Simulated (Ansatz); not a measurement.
## Co: pressure and energy change per atom against volume scale

Results calculated with Ansatz 0.2.0, not measured. Plane-wave DFT, scalar-relativistic PAW made under PBE with cores redone for the functional, no dispersion; the given relaxed cell is scaled uniformly, energy at zero smearing counts from the unscaled cell, pressure at the given Fermi-Dirac smearing is positive in compression.

The cell before it is scaled or strained (space group P6_3/mmc, No. 194):
```
Co
1.0
      2.4549     0.0000     0.0000
     -1.2274     2.1260     0.0000
      0.0000     0.0000     7.9550
Co
4
Direct
  0.00000 0.00000 1.00000
  0.00000 0.00000 0.50000
  0.33333 0.66667 0.25000
  0.66667 0.33333 0.75000
```

Settings of every row: spin polarised yes; functional PBEsol; wave cutoff 420 eV; smearing width 0.05 eV; k mesh 16x16x5.

Atom:
```
element  starting moment (Bohr magneton)
     Co                             1.65
     Co                             1.65
     Co                             1.67
     Co                             1.67
```

Limits: all rows lie far from zero pressure; search for a lower magnetic state is off; the cell comes from a prototype or a list of computed structures and needn't be the stable phase.

```
row  volume scale  V (Å³/atom)  pressure (GPa)  energy change per atom (meV)  largest site moment (Bohr magneton)
  1          0.88        9.134           43.15                        150.36                                 1.56
  2          0.92        9.549           25.56                         61.97                                  1.6
  3          0.96        9.964               ?                             ?                                    ?
  4          1.04       10.795           -8.62                         11.61                                 1.69
  5          1.08        11.21          -15.42                         43.45                                 1.73
  6          1.12       11.625           -20.7                         90.63                                 1.77
```

Question: what pressure and energy change per atom should row 3 give?

Worked fit of pressure. Take u = (V_r/V)^(2/3) − 1 with V_r = 10.795 Å³ an atom, which is twice the finite (Eulerian) strain; such expansions in the strain, on which the Birch-Murnaghan equation of state is built, carry the rest volume and the bulk modulus. The shown rows have u = 0.11783, 0.0852, 0, -0.02484, -0.04818. Least squares give pressure = −8.623 + 304.63 × u + 1141.24 × u² GPa; a straight line predicts inner rows, each left out in turn, worse (root mean square 3.2 against 0.086 GPa). The rows lie off it by 0.03, -0.06, 0.00, 0.07, -0.05 (root mean square 0.049 GPa). The pressure vanishes at u = 0.0258, or V = 10.39 Å³ an atom, and there the bulk modulus at fixed shape and fractions is B = −V dP/dV = (2/3)(1 + u) dP/du = 249 GPa. Letting shape and atoms relax would as a rule lower it, by much in layered, chain or molecular crystals. The withheld row has u = 0.05485, so the fit gives −8.623 + 304.63 × (0.05485) + 1141.24 × (0.05485)² = 11.52 GPa.

The calculation gave 11.51 GPa. The fit lies 0.01 GPa (0.016 % of the column's range) above it, one unit of the last digit.

Worked fit of energy change per atom. Take u = (V_r/V)^(2/3) − 1 with V_r = 10.795 Å³ an atom, which is twice the finite (Eulerian) strain; such expansions in the strain, on which the Birch-Murnaghan equation of state is built, carry the rest volume and the bulk modulus. The shown rows have u = 0.11783, 0.0852, 0, -0.02484, -0.04818. Least squares give energy change per atom = 10.991 − 845.426 × u + 17149.4 × u² meV; a straight line predicts inner rows, each left out in turn, worse (root mean square 49 against 2 meV). The rows lie off it by 0.88, -1.48, 0.62, 0.88, -0.90 (root mean square 0.99 meV). The withheld row has u = 0.05485, so the fit gives 10.991 − 845.426 × (0.05485) + 17149.4 × (0.05485)² = 16.21 meV.

The calculation gave 14.65 meV. The fit lies 1.56 meV (11 % of the value, 1.1 % of the column's range) above it; its largest miss of a shown row is 1.48 meV.

The other values of row 3: largest site moment 1.63 Bohr magneton.
